**Q.** I am comparing ions that all carry charge +5, and I want to know how the two innermost s orbitals change along the row. Each step adds one proton and one electron. Shouldn't the 1s and 2s orbitals simply shrink together?

**A.** Both shrink at every step, but not together.

Atomic ions of charge +5, calculated with the B-spline radial atomic code version 1 at the radial basis-set limit, using all-electron four-component Dirac–Coulomb Hartree–Fock averaged over the nl configuration and a Fermi nucleus. ε is the orbital eigenvalue, without Breit or QED terms, and <r> the mean radius of the orbital.

| species | Z | electrons | configuration | ε(1s1/2) (eV) | ε(2s1/2) (eV) | ε(2s1/2) − ε(1s1/2) (eV) | <r>(1s1/2) (bohr) | <r>(2s1/2) (bohr) | <r>(2s1/2)/<r>(1s1/2) |
| --- | --- | --- | --- | --- | --- | --- | --- | --- | --- |
| O5+ | 8 | 3 | [He] 2s1 | -703.360 | -138.006 | 565.354 | 0.19693 | 0.89334 | 4.5363 |
| F5+ | 9 | 4 | [He] 2s2 | -873.384 | -154.339 | 719.045 | 0.17407 | 0.80744 | 4.6385 |
| Ne5+ | 10 | 5 | [He] 2s2 2p1 | -1057.39 | -172.884 | 884.508 | 0.15636 | 0.73706 | 4.7138 |
| Mg5+ | 12 | 7 | [He] 2s2 2p3 | -1482.10 | -212.846 | 1269.26 | 0.12984 | 0.62704 | 4.8294 |
| Al5+ | 13 | 8 | [He] 2s2 2p4 | -1722.87 | -234.280 | 1488.59 | 0.11965 | 0.58326 | 4.8746 |
| Si5+ | 14 | 9 | [He] 2s2 2p5 | -1982.64 | -256.696 | 1725.94 | 0.11094 | 0.54508 | 4.9135 |
| P5+ | 15 | 10 | [He] 2s2 2p6 | -2261.44 | -280.104 | 1981.34 | 0.10339 | 0.51148 | 4.9472 |
| S5+ | 16 | 11 | [Ne] 3s1 | -2595.50 | -325.661 | 2269.84 | 0.096699 | 0.47149 | 4.8758 |
| Cl5+ | 17 | 12 | [Ne] 3s2 | -2953.42 | -374.736 | 2578.69 | 0.090810 | 0.43666 | 4.8085 |
| Ar5+ | 18 | 13 | [Ne] 3s2 3p1 | -3335.43 | -427.336 | 2908.09 | 0.085595 | 0.40761 | 4.7620 |

Here $\varepsilon$ is an orbital eigenvalue and $\langle r\rangle$ the mean distance of an electron in that orbital from the nucleus. From O5+ to P5+ the 1s radius falls by a factor $0.19693/0.10339 = 1.90$, the 2s radius only by $0.89334/0.51148 = 1.75$. From P5+ to Ar5+ the order is reversed: 1s contracts by $0.10339/0.085595 = 1.21$ and 2s by $0.51148/0.40761 = 1.25$. The ratio of the two radii therefore climbs from 4.54 to 4.95 and then drops back to 4.76.

**Q.** The turn comes at ten electrons, where the second shell is full. What does a full shell have to do with the size of orbitals far inside the ion?

**A.** What matters is where the next electron goes. Up to P5+ it enters the $n=2$ shell, in the same region of space as the 2s orbital. From S5+ on it enters the $n=3$ shell, well outside. In S5+ the 3s electron has a mean radius of 1.43 bohr, three times that of 2s.

A simpler system shows why this is decisive. Put a one-electron ion at the centre of a thin, hollow, negatively charged sphere, wide enough to enclose the whole orbital. By Gauss's law the sphere exerts no force on anything inside it. The electron keeps its orbital and its radius exactly. Its energy does change, because the potential inside the sphere is constant but not zero, and every level is raised by the same amount. A distant shell thus shifts energies without changing sizes.

The picture has its bounds. A real 3s electron spends a little time inside the 2s region, and exchange and orthogonality between the orbitals have no counterpart in the hollow sphere.

**Q.** Then why does the ratio go up at first? I can see why it would stop changing when the new electron is outside, but not why it should rise and then fall.

**A.** Start from one electron around a charge $Z$. Without relativity, $\langle r\rangle$ is $3/(2Z)$ bohr for 1s and $6/Z$ bohr for 2s, so the ratio is 4 for every $Z$. Now let the other electrons hide part of the nucleus, $\sigma_1$ units of charge for 1s and $\sigma_2$ for 2s:

$$\frac{\langle r\rangle_{2s}}{\langle r\rangle_{1s}} \approx 4\,\frac{Z-\sigma_1}{Z-\sigma_2}.$$

Because 2s lies farther out, more charge is inside it, $\sigma_2$ exceeds $\sigma_1$, and the ratio is above 4, as it is in every row.

Next, take one step along the row. The proton adds one unit to both effective charges. If the new electron sits in the $n=2$ shell, it takes back a good part of that unit from 2s and almost nothing from 1s. The effective charge of 2s then grows more slowly than that of 1s, here even as a fraction of its own smaller value. So 2s contracts less, and the ratio rises.

If the new electron sits in the $n=3$ shell, it takes back almost nothing from either. Both effective charges grow by nearly a full unit, and a full unit is a larger fraction of the smaller one. That is the charge felt by 2s, so 2s now contracts faster and the ratio moves back towards 4. The fall needs no new force between the shells. It follows once the extra screening stops.

**Q.** How much is "a good part"? And did you choose it to make the curve turn over?

**A.** For each row I found the charge at which a single electron, treated with the Dirac equation, would have the tabulated mean radius. The shortfall from $Z$ is the screening constant. I then drew least-squares straight lines through the seven ions from O5+ to P5+ only:

$$\sigma_1 = 0.380 + 0.0236\,m,\qquad \sigma_2 = 1.292 + 0.288\,m,$$

where $m$ is the number of $n=2$ electrons beyond the first. Each added $n=2$ electron hides a little over a quarter of a proton from 2s, and about a fortieth from 1s.

For the ions beyond P5+ I assumed that $n=3$ electrons hide nothing, and kept both constants at their values for a full $n=2$ shell, $m=7$. The three ions with $n=3$ electrons took no part in the fit, so the turn was not put in by fitting them. It does follow from the assumption that $n=3$ electrons hide nothing; what the table tests is how far the ratio then falls.

Take Ar5+, with $Z=18$. The constants are $\sigma_1 = 0.380 + 7\times0.0236 = 0.545$ and $\sigma_2 = 1.292 + 7\times0.288 = 3.31$. The effective charges are 17.45 and 14.69, and the ratio comes out as $4\times17.45/14.69 = 4.75$. The table has 4.76. With the relativistic radii in place of the simple ones, the model stays within about 0.1% of the table for all three ions left out of the fit. Its largest error, about 0.2%, is at O5+, which was in the fit.

**Q.** Would any reasonable screening rule have done as well?

**A.** No. Suppose that screening simply goes on growing with the total number of electrons, whichever shell they enter. That rule is identical to mine up to P5+, but it predicts a ratio that keeps rising, and at Ar5+ it is almost 6% too high. So the numbers do say that the size of the 2s orbital responds to the shell of the added electron. That Gauss's law is the reason is an argument from theory, not something a fit can prove.

Slater's textbook constants, put into the same hydrogen-like radii, place the maximum correctly at P5+ but make the ratio 7 to 10% too large throughout. They let the two 1s electrons hide 1.7 units from a 2s electron, and each further $n=2$ electron 0.35. The radii ask for about 1.3 and 0.29. The first value depends on the property it is taken from: the 2s eigenvalue of O5+, converted in the same way, gives 1.63, close to Slater's 1.7. The inner lobe of 2s, which reaches into the 1s region, lies behind both facts. There the electron feels almost the whole nucleus, so the two 1s electrons hide less than 2 units on average. And because no single charge describes the pull at every distance, the size and the energy each give an average of their own.

**Q.** Could relativity be responsible for part of the turn? These are not light ions any more.

**A.** Not for the turn. A bare nucleus with one Dirac electron gives a ratio of 3.9996 for oxygen and 3.9979 for argon. That drift is a few hundredths of a per cent, while the tabulated ratios lie 13 to 24% above 4. The excess comes from the other electrons. Electron correlation is absent from the calculation, and I can't tell from these numbers how far it would move the individual radii.

**Q.** What I measure are energies. Between P5+ and S5+ the 2s eigenvalue suddenly starts to drop about twice as fast. Is that the same effect?

**A.** It has the same origin, but energies see more than radii do. From Si5+ to P5+ the 2s eigenvalue goes down by 23.4 eV, and from P5+ to S5+ by 45.6 eV. In each step the new proton pulls the level down and the new electron pushes it up. An electron in the $n=2$ shell is close and pushes hard. One in 3s is far away and pushes less, so more of the proton's pull survives.

"Less" is not "nothing", and here the energies part from the radii. If I extract a screening constant for 2s from its eigenvalue instead of its radius, each $n=3$ electron still adds about 0.29, although it adds next to nothing to the constant from the radius. This is the hollow sphere again: the level is raised and the orbital hardly notices. A screening constant is therefore a summary of one property. Constants taken from energies should not be used to predict sizes.

**Q.** On my plot the 1s curve looks almost smooth at sulfur. Does the deep level escape the kink?

**A.** It has the larger kink of the two. It looks smooth because the level itself is so deep. To measure it, I fitted a parabola in $Z$ to each eigenvalue from Ne5+ to P5+, where the 2p shell fills, and extended it by one unit to sulfur. The extension stands for a fictitious ion whose eleventh electron also went into 2p, which the Pauli principle forbids. The real 1s level of S5+ is bound 36 eV more deeply than this line, and the 2s level 21 eV more deeply. Relative to the eigenvalues themselves, that is 1.4% for 1s and 6.5% for 2s.

The size for 1s can be estimated. Seen from deep inside, an outer electron raises the 1s level by roughly the mean of $1/r$ over its own orbital. In the same calculation for S5+ this mean amounts to 81 eV for a 2p electron and 26 eV for the 3s electron. Moving the eleventh electron from 2p to 3s should then deepen 1s by about 55 eV. The extrapolation gives only two thirds of that.

**Q.** Where has the other third gone?

**A.** Most likely into the contraction of the $n=2$ shell. The estimate moves one electron and holds all the others still. In reality, with one electron fewer in their midst, the eight that remain in $n=2$ feel about 0.3 units more charge out of nearly 13, and draw in by some 2%. Each of them then repels the 1s electrons a little more, and eight such changes add up to something of the order of ten electronvolts. That has the right sign and the right size, but it is an argument and not a separate calculation.

**Q.** And the gap between the two levels? If an outer shell lifts everything equally, the gap should not care about it.

**A.** It hardly cares about the 3s electron. In S5+ that electron raises 1s by only a few electronvolts more than it raises the $n=2$ shell, by a rough estimate from its mean $1/r$ and its repulsion with 2p, in a gap of 2270 eV. An $n=2$ electron is different: it raises 1s clearly more than 2s, and so holds the gap back. When the shell is full, this brake is no longer applied at each step. The gap of S5+ accordingly lies 15 eV above its own extended parabola, a kink of less than 1%.

Don't read the gap as an X-ray line. It is a difference of eigenvalues in one frozen ion, and making a real 1s hole lets all the other electrons relax. The effects left out of the Dirac–Coulomb treatment also enter at that level of accuracy: in S5+ the Breit interaction and the leading quantum-electrodynamic terms together shift the 1s level by about 2.5 eV.

**Q.** Half-filled shells usually show up in such series. Mg5+ has three 2p electrons, and I see nothing there.

**A.** You can't see it here. The extra stability of a half-filled shell belongs to its lowest term, with parallel spins. These open-shell ions are averages over all states of the configuration, and the average removes that feature. The smoothness at Mg5+ comes from the averaging and is not evidence about the real ground state. The larger jump from Ne5+ to Mg5+ has an even simpler reason: $Z$ goes up by two.

**Q.** Suppose I turn to ions of charge +6. What should I look for?

**A.** Count electrons, not protons. The ratio should rise while the $n=2$ shell fills, turn at ten electrons, which is now S6+, and fall when electrons enter $n=3$. The whole curve should lie somewhat closer to 4, because the same number of electrons hides a smaller share of a larger nuclear charge.

**Q.** Is there anything in the table that you can't explain?

**A.** Yes, a small thing at the start. Going from O5+ to F5+ adds a second 2s electron, and the screening of 1s, taken from its radius, grows by only 0.003. Each later $n=2$ electron, all of them 2p, adds between 0.023 and 0.028. It is tempting to say that a 2p electron, which has no inner lobe but a main maximum closer to the nucleus, screens 1s better than a 2s electron does.

But something else changes at the same step. In F5+ both 1s and 2s are full, and two full shells of the same symmetry can be mixed with each other without changing the total energy or the density. The radius assigned to each then depends partly on the program's choice. In O5+, with 2s half full, that freedom is absent. A similar small irregularity appears in the screening of 2s around Cl5+, where 3s becomes full, and it makes the last falls of the ratio slightly uneven.

Mixing the two full orbitals of F5+ by a small, known amount would show how sensitive the 1s radius is to this choice. If a very slight mixing is enough to remove the odd step, the step can't be read as a difference between s and p electrons.
